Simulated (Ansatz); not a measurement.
AlCu4: do energies and stresses tell the same story?

Theory: Ansatz 0.2.0, DFT r2SCAN, scalar-relativistic, plane waves, PAW.

Settings: cutoff 500 eV, Γ-centred mesh 6×6×6 on the computed 20-atom cell, Gaussian smearing of 0.10 eV; no spin polarisation.

Relaxed cell: P2_13, a = 6.246 Å, b = 6.246 Å, c = 6.246 Å, α = 90.00°, β = 90.00°, γ = 90.00°, 20 atoms in the primitive cell. Whether it is the stable form of this composition wasn't checked.

Energies at zero smearing and pressures from the stress tensor, at volumes with shape and atoms relaxed:
```json
{"V (Å³/atom)": "10.722", "E − E(first) (meV/atom)": "0.00", "P (GPa)": "25.08"}
{"V (Å³/atom)": "11.087", "E − E(first) (meV/atom)": "-47.82", "P (GPa)": "17.11"}
{"V (Å³/atom)": "11.453", "E − E(first) (meV/atom)": "-78.95", "P (GPa)": "10.40"}
{"V (Å³/atom)": "11.818", "E − E(first) (meV/atom)": "-96.04", "P (GPa)": "4.77"}
{"V (Å³/atom)": "12.184", "E − E(first) (meV/atom)": "-101.32", "P (GPa)": "0.01"}
{"V (Å³/atom)": "12.550", "E − E(first) (meV/atom)": "-96.65", "P (GPa)": "-3.98"}
{"V (Å³/atom)": "12.915", "E − E(first) (meV/atom)": "-83.64", "P (GPa)": "-7.33"}
{"V (Å³/atom)": "13.402", "E − E(first) (meV/atom)": "-55.56", "P (GPa)": "-10.98"}
```

Problem. Check P = −dE/dV between neighbouring volumes, and get the bulk modulus from the pressures alone.

Solution. With 1 eV/Å³ = 160.2 GPa:
```csv
middle V (Å³/atom),−ΔE/ΔV (GPa),mean P (GPa)
10.905,20.960,21.094
11.270,13.647,13.755
11.636,7.490,7.584
12.001,2.315,2.392
12.367,-2.046,-1.983
12.732,-5.703,-5.654
13.159,-9.233,-9.155
```

The two differ by 0.13 GPa at most. The mean of two end pressures misses the average over a step by about ΔV² P″/12, up to 0.11 GPa here; with that taken off 0.02 GPa remains. Around V = 12.184 Å³/atom, the two neighbours give B = −V ΔP/ΔV = 12.184 × 8.75 / 0.731 = 145.8 GPa, against B0 = 144.7 GPa from the Birch–Murnaghan fit of the energies.

Cost: 9 runs of about 78 core-minutes in all, on Oxide Virtual Turin-like Processor (Zen 5) (shared hosts).

Energies and stresses describe the same equation of state. The mean pressure lies above the energy slope in every interval, as it must for a convex P(V) curve, where a chord runs above the arc. The gap narrows on expansion and widens again only in the last interval, where the volume step is larger. The small remainder leaves little room for a Pulay stress from the finite basis.

The convexity itself is physical: on compression, the kinetic energy of the valence electrons and the overlap repulsion between filled Cu 3d shells rise faster than the cohesive attraction, so the crystal stiffens, while under tension it softens. A bulk modulus close to that of copper and well above that of aluminium fits a copper-rich metal. The slightly higher value from the pressures probably reflects mostly the finite difference, since the curvature of P(V) also grows on compression. This agreement establishes internal consistency, not the accuracy of the functional for the volume or stiffness of the real alloy.
